Replacing a quarter of the approximate exchange by exact exchange, the step from r2SCAN to r2SCAN0, lowers the highest occupied orbital (HOMO) of these small halides by 1.2 to 1.5 eV. Changing the halogen alters that lowering by less than 0.2 eV. The large number shows how strongly a HOMO energy depends on the functional. The small one depends on which orbital is the HOMO.

Copper(I) halides with one water molecule, and germanium halides, in the gas phase. Ansatz 0.2.0, single-point r2SCAN-D4 and r2SCAN0-D4 calculations in the def2-TZVPP basis at PBE0-D4/def2-TZVP geometries. Frames are SMILES strings in which * marks the halogen that varies.

```tsv
formula	frame	*	Z	electronegativity	mean bond of the marked atom (Å)	valence electrons	HOMO, r2SCAN-D4 (eV)	HOMO, r2SCAN0-D4 (eV)	HOMO, r2SCAN0-D4 less r2SCAN-D4 (eV)
CuFH2O	*[Cu-][OH2+]	F	9	3.980	1.755	26	-5.22	-6.65	-1.43
ClCuH2O	*[Cu-][OH2+]	Cl	17	3.160	2.072	26	-5.33	-6.87	-1.54
BrCuH2O	*[Cu-][OH2+]	Br	35	2.960	2.204	26	-5.32	-6.68	-1.37
ClFGeH2	*[GeH2][Cl]	F	9	3.980	1.730	20	-8.17	-9.46	-1.29
Cl2GeH2	*[GeH2][Cl]	Cl	17	3.160	2.138	20	-8.00	-9.25	-1.25
BrClGeH2	*[GeH2][Cl]	Br	35	2.960	2.294	20	-7.66	-8.83	-1.18
```

The marked atom, *, is F, Cl or Br, bound either to copper or to germanium. The shift is the HOMO energy in r2SCAN0 less that in r2SCAN, so a more negative shift means a stronger lowering. Electronegativity is Pauling's.

### (a) On germanium the lowering weakens steadily from F to Br. Which orbital is being lowered, and why does it respond less and less?

*Solution.* The level spacings point to halogen lone pairs. With one chlorine and one fluorine on germanium, two levels stand about 1.1 eV above the rest in r2SCAN0. With two chlorines, four levels stand apart. Each chlorine has two p lone pairs, so the count fits, and it places the HOMO of the fluorine compound on the chlorine that is present in every germanium row.

This explains a step that electronegativity would get wrong. From F to Cl the electronegativity drops four times as far as from Cl to Br, yet the r2SCAN HOMO rises by only 0.17 eV in the first step and by 0.34 eV in the second. In the first step the HOMO stays a chlorine lone pair. In the second it probably moves to bromine, whose lone pairs lie higher.

The lowering itself has a standard explanation. In an approximate functional an electron feels part of the repulsion of its own charge cloud, which pushes occupied levels up. Exact exchange removes some of this self-interaction, and the correction is larger for a compact cloud than for a spread-out one. Bromine's lone pairs are more diffuse than chlorine's, so they are expected to sink less, and the bromine row agrees. Both steps are small, though: the shifts of the four chlorine levels in the dichloride differ among themselves by slightly more than either. For the change from F to Cl, where the HOMO stays on chlorine, no separate cause can be read from the data.

### (b) On copper the lowering is strongest for chlorine, the middle halogen. Why does the trend turn round?

*Solution.* The HOMO is a rank, not a particular orbital. A high-signal selector in a control loop behaves in a similar way: it passes on the largest of several inputs, and its output can change from one input to another. The comparison ends there, because the inputs of a selector are independent, whereas orbitals mix.

The copper atom has a filled 3d shell and sits in a nearly straight halogen–copper–oxygen line. Around such a line, levels come as singles ($\sigma$) and as near-degenerate pairs ($\pi$ and $\delta$). The $\delta$ pair is almost pure 3d, since halogen p orbitals do not have its symmetry. It is compact, and it sinks by about 2.1 eV in the fluoride and the chloride.

With fluorine, three levels lie within about 0.1 eV of one another at the top in r2SCAN. Matched in order of energy, the single level sinks by 1.43 eV and the pair beneath it by 1.89 eV. The single level is therefore left on top, and the HOMO shift records its mild response. Its mildness plausibly comes from an admixture of the diffuse copper 4s orbital.

With bromine, a close pair is on top in r2SCAN0, about 0.4 eV above the next level. This looks like the $\pi$ pair, which now contains much halogen p character and so sinks less than it did with fluorine. With chlorine, the three top levels all sink by about 1.5 eV and end within 0.16 eV of one another.

Which of the three is the single level? The water molecule slightly splits both the upper $\pi$ pair and its bonding partner lower down. When two levels mix, their energies still add up to the same total, so the sum of the two splittings should hardly depend on the halogen. In r2SCAN0 the two splittings add up to 0.13 eV with fluorine and 0.12 eV with bromine. With chlorine the sum is 0.12 eV if the top two levels are the pair, but 0.17 eV if the second and third are. The single level is therefore most likely the third.

Chlorine thus marks the crossover. The HOMO has passed from the single level to the pair, and the pair still holds enough 3d character to sink further than it does with bromine. In r2SCAN the same order is likely but less certain. The calculation also omits scalar relativity and spin–orbit coupling, which can move copper and bromine levels by enough to alter so close an order.

### (c) Estimate the shift of the copper chloride from its parts, and judge the estimate.

*Solution.* Take the top two levels to be the $\pi$ pair, a mixture of copper 3d and chlorine p. Let $E_+$ be the energy of this upper, antibonding pair, $E_-$ that of its lower, bonding partner, and $E_d$ that of the unmixed 3d orbital, read from the $\delta$ pair. If $w$ is the 3d share of the upper pair, the lower one holds the share $1-w$, and the unmixed energy is the weighted mean

$$E_d = wE_+ + (1-w)E_- .$$

Solving for $w$ with the r2SCAN0 levels, each averaged over its pair, gives

$$w=\frac{E_d-E_-}{E_+-E_-}=\frac{-8.06+8.74}{-6.90+8.74}\approx 0.37 .$$

The shift is then a mean of two responses, weighted by the same share. The 3d part sinks like the $\delta$ pair, by 2.12 eV. The chlorine part is taken to sink like the lone pair in the germanium dichloride, by 1.25 eV:

$$0.37\times(-2.12)+0.63\times(-1.25)\approx -1.57\ \text{eV}.$$

The computed shift is $-1.54$ eV, but the closeness flatters the model. In r2SCAN the same formula gives a 3d share of about two thirds, so exact exchange changes the orbital as well as lowering it. With the mean of the two shares the estimate becomes $-1.70$ eV, which is too strong by 0.16 eV. No coefficient was adjusted, yet the r2SCAN0 HOMO of this very molecule enters $w$, so this is a test of consistency and not a prediction.

The useful result is the direction. In r2SCAN0 the 3d share of the $\pi$ pair falls from roughly two thirds with fluorine to a quarter with bromine, because the halogen p levels rise towards and past the 3d level. The pair's response weakens accordingly. A straight line in electronegativity, fitted to all six rows with a separate offset for copper, has a slope no larger than its error and misses the chloride by 0.10 eV, because a line cannot turn round.

For a related halide, first list the levels within a few tenths of an eV of the HOMO, then ask how compact each one is. Exact exchange pushes the compact ones down most, and so tends to leave the more diffuse ones on top. Anyone who screens compounds by HOMO energy should compare values from one functional only, and should not read them as ionization energies. The main level spacings and the fit are in the output printed below.

Output of the analysis:

```
Cu frame, HOMO shift of Cl row less F row (eV): -0.11
Cu frame, HOMO shift of Br row less Cl row (eV): 0.17
CuFH2O, r2SCAN0, top level above the next (eV): 0.4964
CuFH2O, r2SCAN, top level above the third (eV): 0.1244
CuFH2O, mean shift of the next two levels (eV): -1.886
CuFH2O, shift of the delta pair (eV): -2.092
ClCuH2O, r2SCAN0, top level above the third (eV): 0.1557
ClCuH2O, shift of the second level (eV): -1.501
ClCuH2O, shift of the third level (eV): -1.46
ClCuH2O, shift of the delta pair (eV): -2.119
BrCuH2O, r2SCAN0, splitting of the top pair (eV): 0.03884
BrCuH2O, r2SCAN0, second level above the third (eV): 0.3889
rough d share of the pi pair in r2SCAN0, F row: 0.6658
rough d share of the pi pair in r2SCAN0, Cl row: 0.3688
rough d share of the pi pair in r2SCAN0, Br row: 0.2504
rough d share of the pi pair in r2SCAN, Cl row: 0.6615
model shift of ClCuH2O with the r2SCAN0 share (eV): -1.571
model shift of ClCuH2O with the mean share of both functionals (eV): -1.698
model shift of BrCuH2O with the r2SCAN0 share and the delta shift of Cl (eV): -1.415
Ge frame, r2SCAN HOMO of Cl row less F row (eV): 0.17
Ge frame, r2SCAN HOMO of Br row less Cl row (eV): 0.34
ClFGeH2, r2SCAN0, gap below the top two levels (eV): 1.08
Cl2GeH2, r2SCAN0, gap below the top four levels (eV): 1.808
fit of shift on 6 rows: constant -1.082 +/- 0.25, coefficient of cu -0.2067 +/- 0.064, coefficient of en -0.04678 +/- 0.073; rms 0.0555, worst ClCuH2O 0.103, leave-one-out rms 0.106
```
